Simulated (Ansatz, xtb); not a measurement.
# Redistribution: C4H10 + CClF3 → C3H7F + C2H3ClF2

Species: C4H10 (isobutane) `CC(C)C`, singlet; CClF3 `FC(F)(F)Cl`, singlet; C3H7F (2-fluoropropane) `CC(C)F`, singlet; C2H3ClF2 (1-chloro-1,1-difluoroethane) `CC(F)(F)Cl`, singlet. The partners trade CH3 for F; both sit on C, so the bond types are kept.

Shapes, held fixed at every level: PBE0-D4/def2-TZVP. Programs: Ansatz 0.2.0, xtb 6.7.1, xtb 6.7.1 later snapshot. The zero-point and thermal change to 298 K, harmonic and unscaled (PBE0-D4/def2-TZVP), is +0.3 kJ/mol.

Question: Estimate ΔH(298 K) of this reaction.

Answer: The highest level, CCSD(T)/CBS estimate, gives ΔH(298 K) = -8.6 kJ/mol; the levels span -14.4 to +16.4. They disagree on the sign: 2 of 8 are positive. The column of differences is taken from that level and isn't an error. No measured value is set beside it here. The CBS estimate extrapolates MP2 from def2-TZVPP and def2-QZVPP and adds CCSD(T) − MP2 in the triple-zeta set, cores frozen. Times are processor times on shared x86 and Arm servers, and rough.

```json
{"level": "GFN1-xTB", "kind": "semi-empirical", "ΔH(298 K) (kJ/mol)": "-14.4", "less CCSD(T)/CBS estimate": "-5.8", "CPU time (sum over the molecules)": "0.12 s"}
{"level": "HF/def2-TZVPP", "kind": "Hartree–Fock", "ΔH(298 K) (kJ/mol)": "-11.7", "less CCSD(T)/CBS estimate": "-3.1", "CPU time (sum over the molecules)": "–"}
{"level": "PBE-D4/def2-TZVPP", "kind": "GGA", "ΔH(298 K) (kJ/mol)": "-5.3", "less CCSD(T)/CBS estimate": "+3.3", "CPU time (sum over the molecules)": "21 s"}
{"level": "r2SCAN0-D4/def2-TZVPP", "kind": "global hybrid", "ΔH(298 K) (kJ/mol)": "-3.7", "less CCSD(T)/CBS estimate": "+4.9", "CPU time (sum over the molecules)": "33 s"}
{"level": "MP2/def2-SVP", "kind": "perturbation theory", "ΔH(298 K) (kJ/mol)": "+16.4", "less CCSD(T)/CBS estimate": "+25.0", "CPU time (sum over the molecules)": "–"}
{"level": "CCSD(T)/def2-SVP", "kind": "coupled cluster or CI", "ΔH(298 K) (kJ/mol)": "+11.2", "less CCSD(T)/CBS estimate": "+19.8", "CPU time (sum over the molecules)": "27 s"}
{"level": "CCSD(T)/def2-TZVPP", "kind": "coupled cluster or CI", "ΔH(298 K) (kJ/mol)": "-3.2", "less CCSD(T)/CBS estimate": "+5.4", "CPU time (sum over the molecules)": "8.5 min"}
{"level": "CCSD(T)/CBS estimate", "kind": "coupled cluster or CI", "ΔH(298 K) (kJ/mol)": "-8.6", "less CCSD(T)/CBS estimate": "0.0", "CPU time (sum over the molecules)": "11 min"}
```

The exchange is mildly exothermic, and both positive values come from the def2-SVP basis, so the disagreement over sign reflects the basis rather than the treatment of correlation. With CCSD(T), the enthalpy falls from +11.2 to -3.2 and then -8.6 kJ/mol as the basis grows. Conserving bond types doesn't cancel this error, because fluorine's surroundings change. In CClF3 the halogens compete for carbon's electron density, whereas fluorine in 2-fluoropropane draws on electron-releasing alkyl groups and carries more negative charge. A small basis probably describes that more anionic fluorine worst, penalising the products.

The same polarity suggests why the reaction is downhill: placing methyl and fluorine on the same carbon strengthens the polar C–F bonds, outweighing the loss of geminal fluorine stabilisation and of alkane branching. Hartree–Fock's closeness to the extrapolated result is probably fortuitous, since at triple-zeta level correlation shifts the balance towards the reactants. The exothermic sign is reasonably supported, but the exact magnitude still leans on the extrapolation.
